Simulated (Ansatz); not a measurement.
**A substitution series on Si: NH2 to F**

On one Si centre that keeps OH, n of the NH2 ligands are replaced by F. The atomisation energy (no zero-point term) y in kJ/mol at CCSD(T)/CBS estimate. Shapes, held fixed at every level: PBE0-D4/def2-TZVP. Flexible molecules stand in one conformer, not always the lowest. Programs: Ansatz 0.2.0.

| molecule | n | y (kJ/mol) |
| --- | --- | --- |
| Si(NH2)3(OH) | 0 | 4464 |
| Si(NH2)2(OH)F | 1 | ? |
| Si(NH2)(OH)F2 | 2 | 3333 |
| Si(OH)F3 | 3 | 2755 |

Problem. Fit y = c + s·n to the known rows and predict Si(NH2)2(OH)F.

Solution. 
1. Means of the 3 rows: n = 1.66667, y = 3517.3.
2. Σ(Δn)² = 4.6667, Σ(Δn·Δy) = -2655.7, so the slope is -2655.7/4.6667 = -569.07.
3. Intercept: 3517.3 − (-569.07) × 1.66667 = 4465.8. The largest residual of the fit is 5.3.
4. Si(NH2)2(OH)F: 4465.8 + (-569.07) × 1 = 3897 kJ/mol.

The run gave 3905 kJ/mol, so the prediction is off by -8 kJ/mol, more than the scatter of the fit. The steps per swap are -559, -572, -578 kJ/mol. The slope is the difference between a Si–F and a Si–NH2 bond with the ligands’ own bonds. Other levels give for Si(NH2)2(OH)F: HF/def2-TZVPP 2683; r2SCAN0-D4/def2-TZVPP 3786; B2PLYP/def2-TZVPP 3847 kJ/mol. The CBS estimate extrapolates MP2 from def2-TZVPP and def2-QZVPP and adds CCSD(T) − MP2 in the triple-zeta set, cores frozen.

The fall in atomisation energy with each swap does not mean that fluorine is bound more weakly than the amino group. Si–F is the stronger bond, being highly polar and reinforced by lone-pair donation towards silicon, but every NH2 that leaves takes two N–H bonds out of the total, and that loss outweighs the gain at silicon.

The steps grow slightly, from -559 to -578 kJ/mol, so the contributions are not strictly additive and the mixed members lie a little above the line joining the end members. This suggests a modest preference for mixed ligands, probably because fluorine makes silicon a better acceptor for the nitrogen lone pairs, although N–H···F contacts could contribute as much. The much lower Hartree–Fock value reflects the missing correlation energy of the electron pairs formed on bonding.

Whether replacing NH2 by F is thermodynamically favourable cannot be read from the slope, since that also depends on the fluorine source and the nitrogen-containing product.
